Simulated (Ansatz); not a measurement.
# Exchange couplings and mean-field ordering temperature of antiferromagnetic EuMg under isotropic strain from −4 % to +4 %, PBEsol+U

We calculate the Eu–Eu exchange couplings of CsCl-type EuMg, and the mean-field ordering temperature that follows from them, at five isotropic strains. Strain is the change of every length against the unstrained cell, whose size comes from an earlier DFT relaxation. A positive coupling favours parallel moments, a negative one opposed moments. The question matters wherever pressure or a changed lattice constant is meant to shift magnetic order. Temperatures are for classical unit spins, and no measured value is shown for comparison. The antiferromagnetic pattern found lowest among a few collinear ones in the unstrained cell is kept at every strain.

## Computational details

One crystal, EuMg (CsCl-type, Pm-3m), in a magnetic cell of 4 atom(s), 2 counted as magnetic (Eu), from cells of the Materials Project database (relaxed there by DFT); atoms are fixed and move with the cell. Ansatz 0.2.0, plane waves with its default PAW datasets, cutoff 420 eV, collinear spins without spin-orbit coupling, Fermi-Dirac smearing of 0.1 eV. The k mesh is 10×5×10 and the sums for the couplings run over 10×5×10. Functional: PBEsol with Dudarev U (eV) Eu 6. Every run keeps the antiferromagnetic pattern of signs of the first run. The couplings are taken at constrained moments: the directions are held and the rest of the density and field relaxes in linear response. Runs that did not converge or carry a known fault are not listed.

Notes on method and selection:

- J is defined by E = -sum over ordered pairs (each pair twice) of J e_i.e_j with unit vectors e, a classical Heisenberg model without biquadratic or multi-spin terms, so J > 0 favours parallel moments and the moment's size is inside J.
- All temperatures are for classical unit spins; for spin S a quantum mean-field treatment is higher by (S+1)/S. Mean field neglects fluctuations and lies above the Tyablikov (random-phase) and Monte Carlo values.
- The state is the lowest of a few collinear starts and need not be the true ground state; spin-orbit coupling is left out.
- Couplings between f moments are uncertain at this level, and rigid ones can be several times too large.
- The mean-field temperature is left blank where it belongs to another wavevector than in the first run.
- Ansatz's own search for a lower self-consistent state was switched off in these runs, so a run may rest in a state that is not the lowest for its pattern of moments.
- Where several measured values exist, one near their median is shown, and none where they scatter widely or belong to another phase or kind of order.
- The shells shown are the strongest of the first run whose pairs agree within a shell.
- For crystals with 4f or 5f elements only couplings at constrained moments are used, since rigid ones can be several times too large.
- Runs that did not converge, have known faults or may not be shown are not listed, and runs on Ansatz's PAW sets soft_1 and soft_2 are kept to separate tables.

Columns:

- strain (%): isotropic strain (all lengths scaled alike), change of length against the unstrained cell.
- moment (μB): largest spin moment inside an atomic sphere.
- pair length (Å): mean length of the pairs that lie 7.00 Å apart in the first cell.
- gap on mesh (eV): band gap on the run's k mesh by the count of bands (negative: bands overlap, a metal).
- J at 7.00 Å (meV): mean J of the Eu–Eu pairs of parallel moments that lie 7.00 Å apart in the first cell (8 such neighbours an atom).
- J at 5.72 Å, opposed (meV): mean J of the Eu–Eu pairs of opposed moments that lie 5.72 Å apart in the first cell (8 such neighbours an atom).
- mean-field T (K): mean-field ordering temperature, 2/(3 kB) times the largest J(q) over wavevectors and sublattice modes.

## The series

| member | strain (%) | moment (μB) | pair length (Å) | gap on mesh (eV) | J at 7.00 Å (meV) | J at 5.72 Å, opposed (meV) | mean-field T (K) | remark |
| --- | --- | --- | --- | --- | --- | --- | --- | --- |
| −4 % | −4 | 7.03 | 6.720 | −1.41 | 1.008 | −0.623 | 133.2 | its own couplings prefer another order, at q = (−0.5, 0, −0.5) of this cell, to which the mean-field value belongs; sums not fully converged in the empty bands |
| −2 % | −2 | 7.04 | 6.860 | −1.30 | 0.876 | −0.557 | 112.3 | its own couplings prefer another order, at q = (−0.5, 0, −0.5) of this cell, to which the mean-field value belongs; sums not fully converged in the empty bands |
| +0 % | 0 | 7.05 | 7.000 | −1.20 | 0.778 | −0.492 | 96.7 | its own couplings prefer another order, at q = (−0.5, 0, −0.5) of this cell, to which the mean-field value belongs; sums not fully converged in the empty bands |
| +2 % | 2 | 7.06 | 7.140 | −1.04 | 0.700 | −0.433 | 84.5 | its own couplings prefer another order, at q = (−0.5, 0, −0.5) of this cell, to which the mean-field value belongs; sums not fully converged in the empty bands |
| +4 % | 4 | 7.07 | 7.280 | −0.90 | 0.628 | −0.375 | 73.4 | its own couplings prefer another order, at q = (−0.5, 0, −0.5) of this cell, to which the mean-field value belongs; sums not fully converged in the empty bands |

## Why the values move as they do

Expansion weakens the exchange. From −4 % to +4 % the coupling at 7.00 Å falls from 1.008 to 0.628 meV, the opposed one at 5.72 Å shrinks from −0.623 to −0.375 meV, and the mean-field temperature drops from 133.2 to 73.4 K. Neither coupling changes sign, and both favour the imposed pattern. The Eu moment stays between 7.03 and 7.07 μB, so a changing moment is not the cause.

EuMg is a metal at every strain, and its 4f shells are compact. The simplest model therefore lets conduction electrons carry the exchange (the RKKY mechanism). We assume a free-electron band with a fixed number of electrons and a local exchange constant I between the 4f spin and the conduction-electron spin density.

In second order in I, the coupling over a distance R is

J(R) ∝ I² k⁴ F(2kR), with F(x) = (sin x − x cos x)/x⁴,

where k is the Fermi wavevector. At fixed electron count k varies as 1/L, with L the lattice length, while R varies as L. The product kR therefore stays constant, F does not change, and each coupling keeps its sign. The factor k⁴ gives L⁻⁴.

The 4f shell may also couple more strongly to a compressed conduction band. We write this as I ∝ L⁻ᵖ, which gives J ∝ L⁻ⁿ with n = 4 + 2p. If all shells scale alike, the preferred wavevector stays put and the temperature follows the same law:

T(ε) = T₀ (1 + ε)⁻ⁿ,

with ε the strain as a fraction and T₀ and n the two parameters.

The columns roughly support the common scaling of the two listed shells. The ratio of their magnitudes stays between 0.60 and 0.64, while each coupling changes by a factor of at least 1.6. The temperature also rises when electrons are added to the unstrained cell and falls when they are removed, which fits exchange carried by conduction electrons.

## Fixing and testing the model

We fix the model on the members at −2 % and +2 %.

ln(112.3 / 84.5) = 0.2844 and ln(1.02 / 0.98) = 0.0400, so n = 0.2844 / 0.0400 = 7.11

1.02^7.11 = 1.151, so T₀ = 84.5 × 1.151 = 97.3 K

The other three members then follow:

- **−4 %:** 0.96^−7.11 = 1.337, so T = 97.3 × 1.337 = 130.1 K; the table has 133.2 K, so the model is 3.1 K low.
- **+0 %:** 97.3 × 1 = 97.3 K; the table has 96.7 K, so the model is 0.6 K high.
- **+4 %:** 1.04^−7.11 = 0.7566, so T = 97.3 × 0.7566 = 73.6 K; the table has 73.4 K, so the model is 0.2 K high.

The mean miss is (3.1 + 0.6 + 0.2) / 3 = 1.3 K. Using the average of the two fixing members, (112.3 + 84.5) / 2 = 98.4 K, for all three would miss by about 20 K on average. A straight line through the same two members misses by 3.8 K, so the curvature of the power law is useful.

The same two members give the exponents of the listed couplings:

- **7.00 Å:** ln(0.876 / 0.700) / 0.0400 = 5.61
- **5.72 Å:** ln(0.557 / 0.433) / 0.0400 = 6.30

Both exceed the 4 expected for a constant I. Within the model, the 7.00 Å value means p = (5.61 − 4) / 2 = 0.8, a local exchange that grows moderately on compression. The exponent of the temperature is higher still, so 7.11 is an effective value for the sum over shells.

## Departures from the trend

The largest miss in temperature is at −4 %, where the model is 3.1 K too low. Power laws with the couplings' own exponents miss there too. For the 7.00 Å coupling the law gives 0.876 × (0.98 / 0.96)^5.61 = 0.983 meV, weaker than the computed 1.008 meV. For the size of the 5.72 Å coupling it gives 0.557 × (0.98 / 0.96)^6.30 = 0.634 meV, stronger than the computed 0.623 meV. Opposite signs rule out a single common factor; a band that changes shape under compression is a possible cause. Both misses are only about 2 %, however, so the incomplete convergence of the sums in the empty bands may also contribute.

The temperature also falls faster than either listed coupling. Its wavevector describes the same kind of order as the imposed one, turned to other cube axes. There the eight opposed pairs at 5.72 Å cancel, while the eight at 7.00 Å add 2 × 8 / (3 × 0.08617) = 61.9 K per meV, with kB = 0.08617 meV/K. They supply 61.9 × 1.008 = 62.4 K of the 133.2 K at −4 % and 61.9 × 0.628 = 38.9 K of the 73.4 K at +4 %. The remainder, from pairs not listed, falls from 133.2 − 62.4 = 70.8 K to 73.4 − 38.9 = 34.5 K. That is a factor of 70.8 / 34.5 = 2.05, against 1.008 / 0.628 = 1.61 for the 7.00 Å coupling.

With one fixed set of cubic couplings, both orientations would be equally favourable. The computed preference for the turned one suggests that the couplings depend on the ordered state in which they are taken. This preference weakens as the lattice expands, which helps to make the temperature fall faster.

## Rules of thumb and their limits

Between −4 % and +4 %, expansion lowers the mean-field temperature by about 7 K per percent of length near the unstrained cell. An error of one percent in the starting lattice constant would shift the result by the same amount.

No omitted effect of known size exceeds the full spread of the table, a factor of 133.2 / 73.4 = 1.81. The quantum treatment of a spin of 7/2 raises the mean-field values by 4.5 / 3.5 = 1.29, more than any single 2 % step does. Fluctuations lower them, typically by some tens of percent. The 4f couplings themselves carry an uncertainty of unknown sign, so the relative change with strain is more dependable than the absolute temperature.
